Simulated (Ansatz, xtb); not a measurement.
BFH4N2: which of two isomers lies lower

Structure I is `[H]/N=[B-](\[NH3+])F`, a singlet and structure II is `NNBF`, a singlet. Both are isolated molecules in the gas phase, relaxed with B3LYP/6-31G*; the shapes shown needn't be the lowest conformers.

I (Å):

```xyz
8

B     0.7760   -0.2247   -0.5212
F     0.9458   -0.9033    0.6451
N    -0.0046   -0.3903   -1.5713
N     1.8951    1.0388   -0.3640
H     0.0446    0.2612   -2.3482
H     2.8452    0.6761   -0.2494
H     1.8735    1.6399   -1.1873
H     1.6927    1.6085    0.4617
```

II (Å):

```yaml
atoms:
  - { symbol: B, position_ang: [0.5843, -0.5466, -0.0132] }
  - { symbol: F, position_ang: [-0.4988, -0.9280, 0.6849] }
  - { symbol: N, position_ang: [-0.7621, 1.0743, -1.3962] }
  - { symbol: N, position_ang: [0.4466, 0.4182, -1.0136] }
  - { symbol: H, position_ang: [-1.4357, 0.3577, -1.6644] }
  - { symbol: H, position_ang: [-1.1463, 1.5295, -0.5690] }
  - { symbol: H, position_ang: [1.2315, 0.7371, -1.5644] }
  - { symbol: H, position_ang: [1.6500, -1.0313, 0.2242] }
```

Energies in hartree; the thermal terms are from B3LYP/6-31G* harmonic frequencies (ideal gas, rigid rotor, one conformer each, 298.15 K, 1 atm) and include the zero-point energy:

|  | I | II |
| --- | --- | --- |
| E, CCSD(T)/def2-TZVP | −236.333100 | −236.322867 |
| zero-point energy | 0.060111 | 0.060357 |
| H(298 K) − E | 0.066217 | 0.066214 |
| G(298 K) − E | 0.032575 | 0.032995 |

Work out ΔE, ΔE₀, ΔH and ΔG for I → II in kcal/mol (1 Eh = 627.51 kcal/mol) and the equilibrium ratio [II]/[I].

1. ΔE = −236.322867 − (−236.333100) = +0.010233 Eh = +6.42 kcal/mol.
2. ΔE₀ = ΔE + ΔZPE = +0.010233 + (+0.000246) Eh = +6.58 kcal/mol.
3. ΔH = ΔE + (−0.000003) Eh = +6.42 kcal/mol.
4. ΔG = ΔE + (+0.000420) Eh = +6.68 kcal/mol, so ΔS = (ΔH − ΔG)/T = −3.7 J/(mol K).
5. kT = 0.9442 mEh, so K = [II]/[I] = exp(−ΔG/kT) = exp(−11.28) ≈ 1.3 × 10^−5.

Structure I is favoured at this temperature. An error of 1 kcal/mol in ΔG would change K by a factor of 5.4. B3LYP/6-31G* gave ΔE the other sign. Mirror images and further conformers aren't counted.

As drawn, II has 1 N–N, 1 B–H in place of 1 N–H, 1 B=N.

Other levels gave ΔE = −1.1 (B3LYP/6-31G*); +0.9 (HF/def2-TZVP); +8.6 (MP2/def2-TZVP) kcal/mol. The correlated steps freeze 4 core orbitals. Programs: Ansatz 0.2.0.

The imine–ammonia adduct I lies below the hydrazinylborane II by 6.42 kcal/mol in electronic energy, and the preference is almost entirely electronic because the zero-point and thermal terms nearly cancel. I keeps both nitrogens bound to boron, with a short B=N bond, whereas II gives up one B–N link for a weak N–N bond, destabilised by repulsion between adjacent nitrogen lone pairs. The gap stays modest probably because I pays for charge separation and a soft dative bond to ammonia, while II has a neutral, planar-type boron centre stabilised by π donation from nitrogen and fluorine. Hartree–Fock puts the two nearly level, so most of the preference comes from electron correlation, which probably favours the compact B=N unit and the dative bond. The ordering doesn't make I the stable form of this composition: moving a proton from its ammonia group to the imide nitrogen gives diaminofluoroborane, FB(NH2)2, which should lie well below both, with two π-donating amino groups and no charge separation.
